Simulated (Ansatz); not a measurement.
# A series in volume per atom on Sb

Results calculated with Ansatz 0.2.0, not measured. Periodic Kohn-Sham DFT of a crystal at fixed atoms; pressure and stress are positive in compression; the energy is the free energy less that of spherical unpolarised free atoms; site moments are those in the method's own spheres, positive along +z.

Cell of the first row (space group Fm-3m, No. 225):
```
Sb
1.0
      0.0000     2.2579     2.2579
      2.2579     0.0000     2.2579
      2.2579     2.2579     0.0000
Sb
1
Direct
  0.00000 0.00000 0.00000
```

Settings of every row: method all-electron LAPW; functional PBEsol; relativity scalar; k mesh 14x14x14; filling fermi-dirac; smearing width 0.03 eV; basis error target 0.25 meV/atom; nucleus gaussian.

Atom start moment: 0 on all atoms.

Limits: no spin-orbit coupling on heavy atoms.

| row | volume per atom (Å³) | pressure (GPa) | energy less free atoms (eV/atom) |
| --- | --- | --- | --- |
| 1 | 23.023 | 11.548 | -4.1747 |
| 2 | 23.513 | 9.17 | -4.2063 |
| 3 | 24.003 | ? | ? |
| 4 | 24.248 | 6.044 | -4.241 |
| 5 | 24.493 | 5.108 | -4.2495 |
| 6 | 24.738 | 4.221 | -4.2566 |
| 7 | 24.983 | 3.381 | -4.2624 |
| 8 | 25.473 | 1.851 | -4.2703 |
| 9 | 25.963 | 0.502 | -4.2739 |

Question: what pressure and energy less free atoms should row 3 give?

Worked fit of pressure. Take u = (V_r/V)^(2/3) − 1 with V_r = 24.615 Å³ an atom, which is twice the finite (Eulerian) strain; such expansions in the strain, on which the Birch-Murnaghan equation of state is built, carry the rest volume and the bulk modulus. The shown rows have u = 0.04558, 0.03101, 0.01006, 0.00332, -0.00332, -0.00984, -0.02258, -0.03492. Least squares give pressure = 4.6591 + 133.085 × u + 397.41 × u² GPa; a straight line predicts inner rows, each left out in turn, worse (root mean square 0.21 against 0.006 GPa). The rows lie off it by -0.003, 0.002, 0.006, 0.003, -0.001, -0.007, -0.006, 0.006 (root mean square 0.0047 GPa). The withheld row has u = 0.01693, so the fit gives 4.6591 + 133.085 × (0.01693) + 397.41 × (0.01693)² = 7.026 GPa.

The calculation gave 7.031 GPa. The fit lies 0.005 GPa (0.045 % of the column's range) below it; its largest miss of a shown row is 0.007 GPa.

Worked fit of energy less free atoms. Take u = (V_r/V)^(2/3) − 1 with V_r = 24.615 Å³ an atom, which is twice the finite (Eulerian) strain; such expansions in the strain, on which the Birch-Murnaghan equation of state is built, carry the rest volume and the bulk modulus. The shown rows have u = 0.04558, 0.03101, 0.01006, 0.00332, -0.00332, -0.00984, -0.02258, -0.03492. Least squares give energy less free atoms = −4.25319 + 1.0714 × u + 13.961 × u² + 7 × u³ eV/atom; a parabola predicts inner rows, each left out in turn, worse (root mean square 0.00011 against 4.6e-05 eV/atom). All shown rows lie on it to the printed digit. The withheld row has u = 0.01693, so the fit gives −4.25319 + 1.0714 × (0.01693) + 13.961 × (0.01693)² + 7 × (0.01693)³ = -4.2310 eV/atom.

The calculation gave -4.231 eV/atom. The fit meets it to the printed digit.
